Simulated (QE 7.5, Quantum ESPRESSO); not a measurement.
# Cell edge and atomic positions of B20 CoSi: PBE within 1 % on the edge, a small Co offset unexplained

## Starting point

CoSi crystallises in the cubic, chiral space group P2₁3, with Co and Si each on a threefold axis, so one cell edge and two coordinates fix the structure. The reference is a full-profile powder X-ray refinement of arc-melted, annealed material: "Experimental and First principle calculation of Co_xNi_{(1-x)}Si solid solution structural stability" (2007, arXiv:0710.4012). The temperature of that measurement is not stated.

Room-temperature single-crystal diffraction (2019, arXiv:1912.02383) lists coordinates that look quite different. They appear to belong to an equivalent setting: subtracting each from one quarter, modulo one, gives, to three decimals, 0.143 for Co and 0.844 for Si, the same as the powder values. A room-temperature Rietveld refinement (2023, arXiv:2303.13999) agrees for Co, but its uncertainty is too wide to separate one calculation from another.

| compared with | measured | source's wording or label | T (K) | method |
| --- | --- | --- | --- | --- |
| x of Co | 0.143 | x of Co at 4a (x,x,x) | – | powder XRD, full-profile refinement * |
| x of Si | 0.844 | x of Si at 4a (x,x,x) | – | powder XRD, full-profile refinement |
| cell edge a (Å) | 4.444 | cubic cell parameter a | – | powder XRD, full-profile refinement |
| u of Co | 0.1066 | u of Co at 4a (u,u,u) | room temperature | single-crystal X-ray diffraction |
| u of Si | 0.4064 | u of Si at 4a (u,u,u) | room temperature | single-crystal X-ray diffraction |
| x of Co | 0.145 ± 0.008 | x of Co at 4a (x,x,x) | room temperature | powder x-ray diffraction, Rietveld |

Where a quantity has several values, deviations refer to the one marked *.

Conditions are those given with the value in the passage it was taken from; "not stated" means there, and the paper may say more elsewhere.

## Choices

The aim is the cheapest level of density-functional theory that gives the cell edge within 1 %, or about 0.04 Å. Common functionals err by roughly one per cent in lattice constants, and thermal expansion with zero-point motion should add a few tenths of a per cent to a static cell of a stiff silicide. A target of 1 % therefore leaves room for the missing vibrations while still rejecting a functional that binds clearly too strongly or too weakly. The two coordinates are compared as well, but the verdict rests on the edge.

The model is the eight-atom cubic cell without spin polarisation, which suits CoSi, known as a nonmagnetic semimetal. Cell and atoms are relaxed together. The work starts with a low plane-wave cutoff and raises it before any functional is judged; the electronic smearing and the choice of functional follow as the results require. The starting cell has the measured edge, so only the relaxed edge counts as a result.

System: CoSi; P2_13 (No. 198), 8 atoms in the cell used, edges 4.4440, 4.4440, 4.4440 A, angles 90.00, 90.00, 90.00 deg; lattice from the cited papers, sites from a structure database.

## 1. PBE with a low cutoff

A PBE relaxation at 30 Ry is the lightest sensible start. LDA would save almost nothing in a cell of this size and usually makes 3d compounds too small. PBE is expected to land within the target, but ultrasoft potentials for a 3d metal may not be converged at this cutoff, and an incomplete basis distorts the stress that drives the cell. The result is therefore a first estimate, to be tested against a larger basis.

**Run 1.** QE 7.5: PBE, pw.x with GBRV ultrasoft files, cell and atoms relaxed, cutoff 30 Ry, mesh 6x6x6, Fermi-Dirac 0.1 eV, force tolerance 0.015 eV/A.

Key lines of the input:
```
&control
   calculation='vc-relax'
   forc_conv_thr=5.8e-04, etot_conv_thr=1e-04, nstep=60, tstress=.true., tprnfor=.true.
/
&system
   ibrav=0, nat=8, ntyp=2
   ecutwfc=30, ecutrho=360
   occupations='smearing', smearing='fd', degauss=0.0073
/
&electrons
   conv_thr=8.0e-09, mixing_beta=0.5, electron_maxstep=100
/
&ions
/
&cell
   press_conv_thr=0.2
/
ATOMIC_SPECIES
Co 1.0 Co.gbrv-pbe.upf
Si 1.0 Si.gbrv-pbe.upf
CELL_PARAMETERS angstrom
  4.44400000 0.00000000 0.00000000
  0.00000000 4.44400000 0.00000000
  0.00000000 0.00000000 4.44400000
ATOMIC_POSITIONS crystal
Co   0.85409671 0.64590329 0.35409671
Co   0.64590329 0.35409671 0.85409671
Co   0.35409671 0.85409671 0.64590329
... 5 more atoms
K_POINTS automatic
6 6 6 0 0 0
```

Command:
```
OMP_NUM_THREADS=1 mpirun --oversubscribe --bind-to none -np 2 pw.x -nk 2 -in relax.in > relax.out
```

Selected lines of the output:
```
          total   stress  (Ry/bohr**3)                   (kbar)     P=        0.01
     bfgs converged in   6 scf cycles and   4 bfgs steps
          total   stress  (Ry/bohr**3)                   (kbar)     P=     -196.51
CELL_PARAMETERS (angstrom)
   4.317696240   0.000000000   0.000000000
```

Converged; 2.8 min on 2 cores of Intel Xeon Platinum 8559C (Emerald Rapids), shared host.

| quantity | run 1 | measured | deviation |
| --- | --- | --- | --- |
| x of Co | 0.1473 | 0.143 | +0.0043 (+3.0 %) |
| x of Si | 0.8442 | 0.844 | +0.0002 (+0.0 %) |
| cell edge a (Å) | 4.318 | 4.444 | −0.126 (−2.8 %) |
| u of Co | 0.1027 | 0.1066 | −0.0039 (−3.6 %) |
| u of Si | 0.4058 | 0.4064 | −0.0006 (−0.1 %) |
| Co-Si, nearest of atom 1 (Å) | 2.267 |  |  |
| volume per atom (Å³) | 10.06 |  |  |

The relaxed edge is 2.8 % below the measured one, well outside the target, but this miss cannot yet be charged to PBE. The relaxation ended at a pressure of 0.01 kbar, and when the plane-wave basis was rebuilt for the final cell the pressure became −196.51 kbar. A change of that size shows that the stress at 30 Ry depends heavily on the basis, so the apparent equilibrium is not a trustworthy one. The formal convergence of the relaxation says nothing against this.

The Si coordinate agrees closely with the powder value and the Co coordinate is 0.0043 too high. Neither is given weight while the cell itself is in doubt.

## 2. Raising the plane-wave cutoff

The same PBE relaxation is repeated at 45 and 60 Ry, with everything else unchanged. Two higher cutoffs are needed because one alone would show that the edge moves but not whether it has settled. With the first run taking under three minutes, the added cost is small. The edge is expected to grow towards the measured value, and the jump in pressure at the end to shrink strongly.

**Run 2.** QE 7.5: PBE, pw.x with GBRV ultrasoft files, cell and atoms relaxed, cutoff 45 Ry, mesh 6x6x6, Fermi-Dirac 0.1 eV, force tolerance 0.015 eV/A.

Key lines of the input, as changed from run 1:
```diff
  &system
-    ecutwfc=30, ecutrho=360
+    ecutwfc=45, ecutrho=360
```

Selected lines of the output:
```
          total   stress  (Ry/bohr**3)                   (kbar)     P=        0.23
CELL_PARAMETERS (angstrom)
   4.427716854   0.000000000   0.000000000
```

Converged; 6.6 min on 2 cores of Arm Neoverse V1, shared host.

**Run 3.** QE 7.5: PBE, pw.x with GBRV ultrasoft files, cell and atoms relaxed, cutoff 60 Ry, mesh 6x6x6, Fermi-Dirac 0.1 eV, force tolerance 0.015 eV/A.

Key lines of the input, as changed from run 1:
```diff
  &system
-    ecutwfc=30, ecutrho=360
+    ecutwfc=60, ecutrho=360
```

Selected lines of the output:
```
          total   stress  (Ry/bohr**3)                   (kbar)     P=        0.04
CELL_PARAMETERS (angstrom)
   4.429946938   0.000000000   0.000000000
```

Converged; 7.9 min on 2 cores of Intel Xeon Platinum 8488C (Sapphire Rapids), shared host.

| quantity | run 2 | run 3 | measured |
| --- | --- | --- | --- |
| x of Co | 0.1450 | 0.1449 | 0.143 |
| x of Si | 0.8432 | 0.8432 | 0.844 |
| cell edge a (Å) | 4.428 | 4.430 | 4.444 |
| u of Co | 0.1050 | 0.1051 | 0.1066 |
| u of Si | 0.4068 | 0.4068 | 0.4064 |
| Co-Si, nearest of atom 1 (Å) | 2.315 | 2.316 |  |
| volume per atom (Å³) | 10.85 | 10.87 |  |

At 45 Ry the edge rises to 4.428 Å, 0.016 Å below the reference and inside the 1 % target. Going on to 60 Ry adds only 0.002 Å. The large miss of the first run therefore came from the plane-wave cutoff and not from PBE. The pressure after the basis is rebuilt is now also close to zero at both cutoffs. The density cutoff was 360 Ry throughout, so this test covers the wavefunction basis only.

For the edge, 45 Ry is sufficient and 60 Ry brings nothing the target needs. The Co coordinate has come down to 0.1450, still 0.0020 above the powder value, while Si lies 0.0008 below its own. Along the threefold axis the Co difference amounts to roughly 0.015 Å.

## 3. Smearing and the Co coordinate

Two checks are made on PBE at 45 Ry. The first widens the Fermi-Dirac smearing from 0.1 to 0.25 eV, because a semimetal has few states near the Fermi level and its occupations could respond to the broadening. It is a test of sensitivity, not an improvement, and the edge is expected to move by much less than the target. A denser k-point mesh would be the more direct test of the sampling, which is not examined here.

The second holds the cell at the measured edge and relaxes only the atoms. If the small Co offset came from the slightly short computed edge, it should shrink there; little change is expected, since the edge differs by so little.

**Run 4.** QE 7.5: PBE, pw.x with GBRV ultrasoft files, cell and atoms relaxed, cutoff 45 Ry, mesh 6x6x6, Fermi-Dirac 0.25 eV, force tolerance 0.015 eV/A.

Key lines of the input, as changed from run 2:
```diff
  &system
-    occupations='smearing', smearing='fd', degauss=0.0073
+    occupations='smearing', smearing='fd', degauss=0.0184
```

Selected lines of the output:
```
CELL_PARAMETERS (angstrom)
   4.435605283   0.000000000   0.000000000
ATOMIC_POSITIONS (crystal)
Co               0.1444224929        0.1444224929        0.1444224929
```

Converged; 4.2 min of wall time.

**Run 5.** QE 7.5: PBE, pw.x with GBRV ultrasoft files, atoms relaxed at the starting cell, cutoff 45 Ry, mesh 6x6x6, Fermi-Dirac 0.1 eV, force tolerance 0.015 eV/A.

Key lines of the input, as changed from run 2:
```diff
  &control
-    calculation='vc-relax'
+    calculation='relax'
- /
- &cell
-    press_conv_thr=0.2
```

Selected lines of the output:
```
          total   stress  (Ry/bohr**3)                   (kbar)     P=      -23.48
ATOMIC_POSITIONS (crystal)
Co               0.1447135677        0.1447135677        0.1447135677
Si               0.8429962447        0.8429962447        0.8429962447
```

Converged; 2.7 min of wall time.

| quantity | run 4 | run 5 | measured |
| --- | --- | --- | --- |
| x of Co | 0.1444 | 0.1447 | 0.143 |
| x of Si | 0.8434 | 0.8430 | 0.844 |
| cell edge a (Å) | 4.436 | 4.444 | 4.444 |
| u of Co | 0.1056 | 0.1053 | 0.1066 |
| u of Si | 0.4066 | 0.4070 | 0.4064 |
| Co-Si, nearest of atom 1 (Å) | 2.312 | 2.322 |  |
| volume per atom (Å³) | 10.91 | 10.97 |  |

The wider smearing lengthens the edge by 0.008 Å, more than the step from 45 to 60 Ry did but still only about a fifth of the allowed error. The PBE result stays within the target. That the new edge lies closer to experiment is no reason to prefer the larger broadening, which was chosen only as a test.

Holding the cell at the measured edge lowers the Co coordinate from 0.1450 to 0.1447, a small part of its 0.0020 offset from the powder value, while Si moves slightly further from its own. The short computed edge therefore explains little of the Co offset. The single-crystal value, converted to the same setting, rounds to 0.143 and also lies below the calculation.

## 4. Dependence on the functional

What remains open is whether the Co offset belongs to PBE or is shared by other functionals. LDA and PBEsol are run with the same cutoff, mesh and smearing as the PBE reference run. Both cost about as much as PBE, and LDA, the simplest of the three, also shows whether a gradient correction is needed for the edge at all.

Both should give a shorter edge than PBE, with LDA the shortest and probably outside the target. Since the Co coordinate fell slightly when the cell was enlarged, a smaller cell is not expected to bring it closer to experiment.

**Run 6.** QE 7.5: LDA, pw.x with GBRV ultrasoft files, cell and atoms relaxed, cutoff 45 Ry, mesh 6x6x6, Fermi-Dirac 0.1 eV, force tolerance 0.015 eV/A.

Key lines of the input, as changed from run 2:
```diff
- Co 1.0 Co.gbrv-pbe.upf
- Si 1.0 Si.gbrv-pbe.upf
+ Co 1.0 Co.gbrv-lda.upf
+ Si 1.0 Si.gbrv-lda.upf
```

Selected lines of the output:
```
CELL_PARAMETERS (angstrom)
   4.348031396   0.000000000   0.000000000
ATOMIC_POSITIONS (crystal)
Co               0.1456250321        0.1456250321        0.1456250321
```

Converged; 4.1 min on 2 cores of Intel Xeon Platinum 8259CL at 2.50GHz (Skylake/Cascade Lake), shared host.

**Run 7.** QE 7.5: PBEsol, pw.x with GBRV ultrasoft files, cell and atoms relaxed, cutoff 45 Ry, mesh 6x6x6, Fermi-Dirac 0.1 eV, force tolerance 0.015 eV/A.

Key lines of the input, as changed from run 2:
```diff
- Co 1.0 Co.gbrv-pbe.upf
- Si 1.0 Si.gbrv-pbe.upf
+ Co 1.0 Co.gbrv-pbesol.upf
+ Si 1.0 Si.gbrv-pbesol.upf
```

Selected lines of the output:
```
CELL_PARAMETERS (angstrom)
   4.382532452   0.000000000   0.000000000
ATOMIC_POSITIONS (crystal)
Co               0.1456821499        0.1456821499        0.1456821499
```

Converged; 97 s on 2 cores of AMD EPYC 9R45 96, shared host.

| quantity | run 6 | run 7 | measured |
| --- | --- | --- | --- |
| x of Co | 0.1456 | 0.1457 | 0.143 |
| x of Si | 0.8432 | 0.8433 | 0.844 |
| cell edge a (Å) | 4.348 | 4.383 | 4.444 |
| u of Co | 0.1044 | 0.1043 | 0.1066 |
| u of Si | 0.4068 | 0.4067 | 0.4064 |
| Co-Si, nearest of atom 1 (Å) | 2.278 | 2.295 |  |
| volume per atom (Å³) | 10.28 | 10.52 |  |

Both functionals miss the target. LDA gives an edge 2.2 % below the reference and PBEsol one 1.4 % below, whereas PBE with the same cutoff, mesh and smearing is 0.4 % short. The order is the expected one, and the gradient correction matters here: LDA is not accurate enough, and PBEsol recovers only part of the difference between LDA and PBE. The cutoff was tested for PBE alone, but the 0.002 Å found there between 45 and 60 Ry is small beside these misses.

The Co coordinate is 0.1456 with LDA and 0.1457 with PBEsol, slightly further from the powder value than the 0.1450 of PBE. All three functionals thus give a higher Co coordinate than the powder refinement and the converted single-crystal value, and changing between them does not remove the offset. Its cause stays open. The wider smearing had lowered the PBE coordinate by 0.0006, about as much as the functionals differ among themselves, but an artificial broadening of the occupations is no explanation of the offset. The Si coordinate hardly responds to the functional and remains within 0.001 of the powder value.

## Table of results

| run | settings | x of Co | x of Si | cell edge a (Å) | u of Co | u of Si | cost |
| --- | --- | --- | --- | --- | --- | --- | --- |
| 1 | PBE, cell and atoms relaxed, cutoff 30 Ry, Fermi-Dirac 0.1 eV | 0.1473 | 0.8442 | 4.318 | 0.1027 | 0.4058 | 5.6 core-min |
| 2 | PBE, cell and atoms relaxed, cutoff 45 Ry, Fermi-Dirac 0.1 eV | 0.1450 | 0.8432 | 4.428 | 0.1050 | 0.4068 | 13 core-min |
| 3 | PBE, cell and atoms relaxed, cutoff 60 Ry, Fermi-Dirac 0.1 eV | 0.1449 | 0.8432 | 4.430 | 0.1051 | 0.4068 | 16 core-min |
| 4 | Fermi-Dirac 0.25 eV | 0.1444 | 0.8434 | 4.436 | 0.1056 | 0.4066 | 8.4 core-min |
| 5 | PBE, atoms relaxed at the starting cell, cutoff 45 Ry, Fermi-Dirac 0.1 eV | 0.1447 | 0.8430 | 4.444 | 0.1053 | 0.4070 | 5.4 core-min |
| 6 | LDA, cell and atoms relaxed, cutoff 45 Ry, Fermi-Dirac 0.1 eV | 0.1456 | 0.8432 | 4.348 | 0.1044 | 0.4068 | 8.3 core-min |
| 7 | PBEsol, cell and atoms relaxed, cutoff 45 Ry, Fermi-Dirac 0.1 eV | 0.1457 | 0.8433 | 4.383 | 0.1043 | 0.4067 | 3.2 core-min |
|  | measured | 0.143 | 0.844 | 4.444 | 0.1066 | 0.4064 |  |

## Judgement

PBE at a 45 Ry cutoff meets the target: its cell edge of 4.428 Å is 0.4 % below the measured 4.444 Å, at a cost of 13 core-minutes. Of the three functionals it is the only one that does so: LDA and PBEsol cost no more but fall 2.2 and 1.4 % short. The PBE run with wider smearing also met the target and took fewer core-minutes, but its broadening was chosen only as a test, and timings on shared hosts are a rough guide.

The decisive step was raising the cutoff from 30 Ry, where an unconverged basis had made PBE look 2.8 % too small. The close Si coordinate of that first run carries no weight: it moved away from the measured value once the basis was adequate. Going on to 60 Ry changed the edge by only 0.002 Å, which confirmed the setting. Relaxing the atoms at the measured edge explained little of the Co offset.

The remaining shortfall in the edge has the sign and rough size of the missing thermal expansion and zero-point motion, some 0.1 to 0.5 %. That doesn't prove PBE exact, since its own error was not separated from these effects. The same allowance would bring PBEsol close to the 1 % limit, so its miss is less firm than that of LDA.

The positions agree less evenly. Si lies within 0.001 of the powder value, while Co is 0.0020 above its own, roughly 0.015 Å along the threefold axis. The single-crystal coordinate, once converted to the same setting, points the same way, and none of the three functionals removes the offset. That does not settle where the fault lies. No uncertainty is given here for the two measured coordinates below the calculation, and the Rietveld value, though too wide to decide, is centred on the PBE result. The offset may therefore come from the refinements as well as from an error common to the functionals.

[Logs are printed without paths, hosts, clocks, repeated set-up lines and the standing remarks that a program may print on its own settings, such as how far it seeks lower states.]

[The runs shown are a pick from a larger set of finished runs; failed, doubtful and other runs were left out of it ahead of writing. So were measured values far from every level or from commonly accepted values, and agreement can look better than it is. Lines of input and output are excerpts and may be shortened.]

[The starting structure comes from the Materials Project.]
